The last row looks wrong. Hartree-Fock has 100 % exact exchange, yet its ionisation energies lie 0.76 eV under the measured ones on average and none of the nine is too high, while PBE, with no exact exchange, has a mean signed error of 0.00. Hartree-Fock lacks correlation: ionisation removes an electron together with its share of the correlation energy, so a method without correlation binds that electron too weakly. Much of the rest of the table follows from how each level supplies this energy, and from a spin-orbit term that the references contain and the calculations omit.

Errors (computed less measured) in the ionisation energies of Ge, As, Se, Br, Kr, In, Sn, I and Xe, from total-energy differences in PySCF 2.14.0. Unrestricted determinants, x2c-QZVPPall basis plus one diffuse function per l, spin-free one-electron X2C Hamiltonian, Gaussian nucleus. MP2 correlates the valence shell alone or also the next shell down (subvalence).

| level | class | exact exchange, short range (%) | exact exchange, long range (%) | mean signed error (eV) | mean absolute error (eV) | largest error (eV) | case of the largest error | cases too high |
| --- | --- | --- | --- | --- | --- | --- | --- | --- |
| LDA | LDA | 0 | 0 | 0.22 | 0.23 | 0.49 | Xe | 8 |
| PBE | GGA | 0 | 0 | 0.00 | 0.09 | 0.20 | Xe | 4 |
| r2SCAN | meta-GGA | 0 | 0 | 0.10 | 0.13 | 0.29 | As | 7 |
| PBE0 | global hybrid | 25 | 25 | 0.03 | 0.10 | 0.26 | Xe | 5 |
| MP2 valence | wave function | n/a | n/a | -0.09 | 0.20 | -0.42 | Se | 3 |
| SCS-MP2 valence | wave function | n/a | n/a | -0.12 | 0.18 | -0.38 | In | 2 |
| MP2 subvalence | wave function | n/a | n/a | 0.01 | 0.19 | 0.41 | Xe | 4 |
| SCS-MP2 subvalence | wave function | n/a | n/a | -0.06 | 0.17 | -0.36 | In | 4 |
| HF | Hartree-Fock | 100 | 100 | -0.76 | 0.76 | -1.21 | Se | 0 |

Errors are computed less measured values (NIST) for nine atoms of periods 4 and 5, and the means describe these atoms alone. Half the sum of mean absolute and mean signed error is what the cases that are too high contribute to the mean absolute error, and half the difference is what those too low contribute. A small model of lost electron pairs is fitted below; the printed analysis follows the text.

## LDA and PBE

LDA errs almost only upwards, by +0.22 eV on average against a mean absolute error of 0.23. PBE removes this bias, but its zero is a balance of about 0.045 eV too high against 0.045 eV too low. The step from LDA down to PBE is uneven. In the same calculations it is 0.12 and 0.14 eV for Ge and As, but 0.25 eV for Se and 0.29 eV for Xe, where the departing electron shares an orbital with one of opposite spin. Theory offers a reason: uniform-gas correlation is too large for atoms, very roughly by a factor of two, and the gradient correction cuts it back most where most correlation is lost. The gradient correction to exchange tends to work the other way, binding the departing electron more strongly, so the step is a difference of two terms; this cause is argued and untested here.

Xe is the largest error in both rows, and again for PBE0 and subvalence MP2. Spin-orbit coupling is the main suspect. With $\zeta$ the p-shell spin-orbit parameter, the Landé rule gives a level the energy $\tfrac{A}{2}[J(J+1)-L(L+1)-S(S+1)]$, with $A=+\zeta/2S$ below half filling and $-\zeta/2S$ above. The lowest levels of $p^1$ to $p^6$ then lie at $-\zeta$, $-\zeta$, $0$, $-\zeta/2$, $-\zeta/2$, $0$. Ion less atom, for equal $\zeta$, gives the shift of the ionisation energy: $+\zeta$, $0$, $-\zeta$, $+\zeta/2$, $0$, $-\zeta/2$. A spin-free calculation is therefore too high for As, Kr and Xe and too low for In and Se. Sb should behave like As and Te like Se, with larger shifts.

For Xe the shift is a third of the $^2P$ splitting of the ion, recalled as roughly 1.3 eV, or about $-0.43$ eV. The LDA error falls to about +0.06 eV and the PBE error turns to about $-0.23$ eV. First order is only a guide for atoms this close to jj coupling, but it is enough to show that the Xe entries do not measure the functionals alone.

## r2SCAN and PBE0

The largest error of r2SCAN, +0.29 eV for As, is the $p^3$ case: only the ion is stabilised, the computed first-order shift is $-0.19$ eV, and +0.10 eV remains. The shifts of six atoms lower every mean by roughly 0.06 eV (Br, Sn and I are counted as zero, since atom and ion nearly cancel in first order; the larger $\zeta$ of the ion leaves a small negative rest, as the $-0.03$ eV of Ge shows, so the true shift is if anything larger). That would leave r2SCAN near +0.04 eV and PBE near $-0.06$ eV. PBE's lead over PBE0, 0.09 against 0.10 eV, is of the size of the rounding. On Ge, As and Se their mean absolute errors are 0.07 and 0.10 eV, but 0.05 and 0.02 eV with the shift, so the order reverses.

PBE0 also clears exact exchange of the Hartree-Fock failure. If the error followed the share of exact exchange, PBE0 would lie a quarter of the way from PBE to HF, at $-0.19$ eV; it lies at +0.03. With frozen orbitals, PBE0 less PBE is a quarter of exact less PBE exchange, so full exact exchange would raise the mean by $4\times0.03=0.12$ eV. That method differs from HF only by PBE correlation, which is thus worth $0.12+0.76=0.88$ eV, uncertain by 0.05 eV from rounding and somewhat more from the frozen orbitals.

## The four MP2 rows

MP2 adds correlation to the Hartree-Fock determinant, and its two variants show which pairs carry it. With $O$ and $P$ the opposite-spin and parallel-spin contributions to the ionisation energy, and the standard SCS factors assumed,

$$a=\text{MP2}-\text{HF}=O+P,\qquad b=\text{SCS}-\text{HF}=\tfrac65O+\tfrac13P,$$

so $O=(b-a/3)/(6/5-1/3)$. At highest spin, the electron that leaves $s^2p^n$ belongs to the majority spin for $n\le3$ and loses one opposite-spin partner (in the s shell) and $n$ parallel ones. For $n>3$ it is a minority electron and loses four opposite-spin and $n-3$ parallel partners. One energy for each kind of pair was fitted to the valence results of Ge, As and Se: 0.180 and 0.094 eV. Parallel electrons are already kept apart by antisymmetry, which is why their pairs are cheaper. The constants are effective ones, since they absorb the change of the pairs that remain. Atom by atom, the opposite-spin value runs from 0.18 to 0.22 eV, and the worst miss in $a$ is 0.05 eV out of 0.51, for As.

The nine atoms lose on average 2.67 opposite-spin and 2.11 parallel pairs. The predicted mean is $2.67\times0.180+2.11\times0.094=0.68$ eV, against $-0.09+0.76=0.67$ eV in the table, and six of the nine atoms were outside the fit. A single energy for all pairs gives the same mean, so this agreement alone does not decide. The single energy fits the three atoms worse, with misses up to 0.08 eV, though with one parameter fewer, and the fitted opposite-spin value rests mostly on Se. The better evidence is that the two table means, split in the same way, return 0.180 and 0.090 eV per pair, within about 0.005 and 0.007 eV from rounding.

The count explains why the worst case moves. SCS shifts MP2 by $\tfrac15O-\tfrac23P$, which is positive for Se (+0.085 eV in the calculation), negative for As ($-0.152$ eV), and only $-0.03$ eV on average. Se improves from $-0.42$ to $-0.33$ eV and yields the place to In at $-0.38$ eV, for which the model gives a shift of only about $-0.03$ eV. About half of the In error is the omitted stabilisation of its $^2P_{1/2}$ level, some 0.18 eV from a splitting recalled as roughly 0.27 eV.

Correlating the next shell (3s3p3d for Ge, As and Se) raises the MP2 mean by 0.10 eV, and the share of the HF bias recovered goes from 88 % to 101 %. The second figure flatters, because the spin-orbit shift would move the mean to about $-0.05$ eV and the errors still include $-0.35$ eV for Se and +0.41 eV for Xe. Those two have shifts of opposite sign, which bring them to $-0.24$ and about zero. The Se remainder plausibly comes from opposite-spin correlation converging slowly in a basis with one g function and from higher orders; neither is tested. Mean absolute errors of 0.17 to 0.20 eV do not rank the four variants.

## Hartree-Fock

The count gives the step at half filling: the HF errors of Ge and As are $-0.50$ and $-0.38$ eV, that of Se $-1.21$ eV, where four opposite-spin pairs are broken in place of one. It does not make Se the worst case. The model assigns 0.81 eV of MP2 correlation to Se, but 0.91 eV to Br and I and 1.00 eV to Kr and Xe. Spin-orbit coupling accounts for part of the order, as its omission worsens Se by 0.11 eV and hides roughly 0.2 and 0.4 eV of the deficits of Kr and Xe. For Br and I the first-order shift nearly cancels. The non-spherical shape of the determinants, which lowers open p shells, points the other way: for $p^5\to p^4$ it acts on atom and ion, but for $p^4\to p^3$ on the atom alone, which raises the ionisation energy of Se and makes its deficit smaller. The likelier reason lies in the count itself: it was fitted to MP2, while the HF error measures the full correlation. After the shifts, subvalence MP2 still leaves Se 0.24 eV short but reproduces Xe, so second order recovers less of the share for $p^4$ than for a closed shell. The rise of the count from $p^4$ to $p^6$ is then largely a property of MP2, and the full share should be nearly level across these atoms, which lets the spin-orbit shift make Se the worst case. The table holds no HF value for Br or Kr to confirm this.

The analysis program printed:

```
Spin-orbit shift of IE / zeta (equal zeta), p1..p6: +1.0 +0.0 -1.0 +0.5 +0.0 -0.5
Shifts, eV (In, Kr, Xe rough): Ge -0.03, As -0.19, Se +0.11, In +0.18, Kr -0.22, Xe -0.43
Their sum over 9 cases: -0.06 eV on each mean (rough; Br, Sn, I not estimated)
level | mse mae | positive, negative part | |mse|/mae | mse+shift | largest, with shift (eV; rounding 0.005)
LDA                | +0.22 0.23 | 0.225 0.005 | 0.96 | +0.16 | Xe +0.49 +0.06
PBE                | +0.00 0.09 | 0.045 0.045 | 0.00 | -0.06 | Xe +0.20 -0.23
r2SCAN             | +0.10 0.13 | 0.115 0.015 | 0.77 | +0.04 | As +0.29 +0.10
PBE0               | +0.03 0.10 | 0.065 0.035 | 0.30 | -0.03 | Xe +0.26 -0.17
MP2 valence        | -0.09 0.20 | 0.055 0.145 | 0.45 | -0.15 | Se -0.42 -0.31
SCS-MP2 valence    | -0.12 0.18 | 0.030 0.150 | 0.67 | -0.18 | In -0.38 -0.20
MP2 subvalence     | +0.01 0.19 | 0.100 0.090 | 0.05 | -0.05 | Xe +0.41 -0.02
SCS-MP2 subvalence | -0.06 0.17 | 0.055 0.115 | 0.35 | -0.12 | In -0.36 -0.18
HF                 | -0.76 0.76 | 0.000 0.760 | 1.00 | -0.82 | Se -1.21 -1.10
level | errors Ge As Se, mae | the same with spin-orbit shift (eV)
LDA                | +0.11 +0.23 +0.14  0.16 | +0.08 +0.04 +0.26  0.13
PBE                | -0.01 +0.09 -0.11  0.07 | -0.04 -0.10 +0.00  0.05
r2SCAN             | +0.14 +0.29 -0.07  0.17 | +0.11 +0.10 +0.04  0.08
PBE0               | +0.02 +0.15 -0.12  0.10 | -0.01 -0.04 -0.01  0.02
MP2 valence        | -0.12 +0.13 -0.42  0.22 | -0.15 -0.06 -0.30  0.17
SCS-MP2 valence    | -0.20 -0.02 -0.33  0.18 | -0.23 -0.21 -0.22  0.22
MP2 subvalence     | -0.03 +0.23 -0.35  0.21 | -0.06 +0.04 -0.24  0.11
SCS-MP2 subvalence | -0.14 +0.05 -0.29  0.16 | -0.17 -0.14 -0.18  0.17
HF                 | -0.50 -0.38 -1.21  0.70 | -0.53 -0.57 -1.10  0.73
Valence MP2-HF, Ge As Se (eV): +0.375 +0.514 +0.790 | opposite +0.199 +0.221 +0.706 | same +0.176 +0.294 +0.084
Pairs lost: opposite [1 1 4] same [2 3 1] | nine-case means 2.67, 2.11
Energy per pair (eV): opposite +0.199 +0.221 +0.176 | same +0.088 +0.098 +0.084
Fitted per pair (eV): opposite 0.180, same 0.094; spin-blind 0.143
Residual of MP2-HF (eV): two kinds -0.007 -0.052 +0.025 | spin-blind +0.053 +0.057 -0.077
Mean MP2-HF: table 0.67, two kinds 0.679, spin-blind 0.682 eV (rounding 0.01)
Mean SCS-HF: table 0.64, two kinds 0.643 eV; SCS-MP2: table -0.03, model -0.036
Table split: opposite 0.481 (+-0.012), same 0.189 (+-0.014); per pair 0.180, 0.090 eV
SCS-MP2 valence shift, runs Ge As Se (eV): -0.078 -0.152 +0.085
  model: Ge -0.089, As -0.152, Se +0.081, Br +0.019, Kr -0.044, In -0.027, Sn -0.089, I +0.019, Xe -0.044
Model MP2-HF (eV): Ge 0.37, As 0.46, Se 0.81, Br 0.91, Kr 1.00, In 0.27, Sn 0.37, I 0.91, Xe 1.00
Subvalence-valence (eV): MP2 +0.093 +0.102 +0.062 table +0.10 | SCS +0.059 +0.068 +0.038 table +0.06
HF bias recovered by MP2: valence 88 %, subvalence 101 %
LDA-PBE (eV): Ge As Se +0.124 +0.144 +0.251 | table mean +0.22, Xe +0.29
r2SCAN-PBE (eV): Ge As Se +0.156 +0.203 +0.034 | table mean +0.10
PBE0-PBE (eV): Ge As Se +0.031 +0.059 -0.016 | table mean +0.03, Xe +0.06
PBE0 mse from PBE-to-HF interpolation -0.19, table +0.03 eV
First order: exact less PBE exchange +0.12, PBE correlation 0.88 eV (+-0.05)
```
